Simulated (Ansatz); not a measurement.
## Ge: the change of phonon heat capacity and phonon entropy with temperature

All results are calculated (Ansatz 0.2.0). Harmonic phonon free energy (zero-point part included), entropy and heat capacity at constant volume from interpolated force constants; periodic cell, basis, potentials, k mesh and filling as listed.

Structure of every row (space group Fd-3m, No. 227):
```
Ge
1.0
      0.0000     2.8289     2.8289
      2.8289     0.0000     2.8289
      2.8289     2.8289     0.0000
Ge
2
Direct
  0.00000 0.00000 0.00000
  0.25000 0.25000 0.25000
```

Settings of every row: functional PBE; dispersion none; potentials PAW; wave cutoff 420 eV; density cutoff 1680 eV; k mesh 6x6x6; k shift 0x0x0; occupations fixed; smearing width 0 eV; spin none; phonon method finite displacements; phonon supercell 2x2x2; dipole term of polar modes left out.

Limits: coarse k mesh, up to 40 meV an atom off; volume not checked for rest.

```csv
row,temperature (K),phonon heat capacity (k_B/atom),phonon entropy (k_B/atom),phonon free energy (meV/atom)
1,160,?,?,?
2,240,2.641,3.371,0.36
3,320,2.787,4.153,-25.68
4,400,2.861,4.784,-56.56
5,480,2.902,5.31,-91.4
6,560,2.927,5.759,-129.59
7,640,2.944,6.151,-170.67
8,720,2.956,6.498,-214.3
9,800,2.964,6.81,-260.19
10,880,2.97,7.093,-308.13
11,960,2.975,7.352,-357.93
```

Question: what phonon heat capacity and phonon entropy should row 1 give?

Worked fit of phonon heat capacity. At high temperature a harmonic heat capacity falls short of its limit by a term in 1/T², so take t = (100 K / T)². The shown rows have t = 0.17361, 0.09766, 0.0625, 0.0434, 0.03189, 0.02441, 0.01929, 0.01562, 0.01291, 0.01085. Least squares give phonon heat capacity = 2.9999 − 2.3192 × t + 1.4509 × t² k_B/atom; a straight line predicts inner rows, each left out in turn, worse (root mean square 0.0036 against 0.00035 k_B/atom). All shown rows lie on it to the printed digit. The constant, 2.9999 k_B/atom, is to be held against the harmonic limit of 3 k_B an atom. The withheld row has t = 0.39062, so the fit gives 2.9999 − 2.3192 × (0.39062) + 1.4509 × (0.39062)² = 2.315 k_B/atom.

The calculation gave 2.294 k_B/atom. The fit lies 0.021 k_B/atom (3.1 % of the column's range) above it; its largest miss of a shown row is 0.000 k_B/atom. This row lies beyond the range of the fit.

Worked fit of phonon entropy. Entropy rises as the heat capacity times the change of ln T, so take t = ln(T / 300 K). The shown rows have t = -0.2231, 0.0645, 0.2877, 0.47, 0.6242, 0.7577, 0.8755, 0.9808, 1.0761, 1.1632. Least squares give phonon entropy = 3.9803 + 2.77856 × t + 0.10672 × t² k_B/atom; a straight line predicts inner rows, each left out in turn, worse (root mean square 0.016 against 0.0048 k_B/atom). The rows lie off it by 0.005, -0.007, -0.005, 0.000, 0.003, 0.004, 0.003, 0.002, -0.001, -0.005 (root mean square 0.004 k_B/atom), a smooth pattern that one more power would take up: the form is only approximate. The slope at t = 0, 2.78 k_B/atom, estimates the heat capacity at 300 K. The withheld row has t = -0.6286, so the fit gives 3.9803 + 2.77856 × (-0.6286) + 0.10672 × (-0.6286)² = 2.276 k_B/atom.

The calculation gave 2.364 k_B/atom. The fit lies 0.088 k_B/atom (3.7 % of the value, 1.8 % of the column's range) below it; its largest miss of a shown row is 0.007 k_B/atom. This row lies beyond the range of the fit.

The other values of row 1: phonon free energy 20.28 meV/atom.
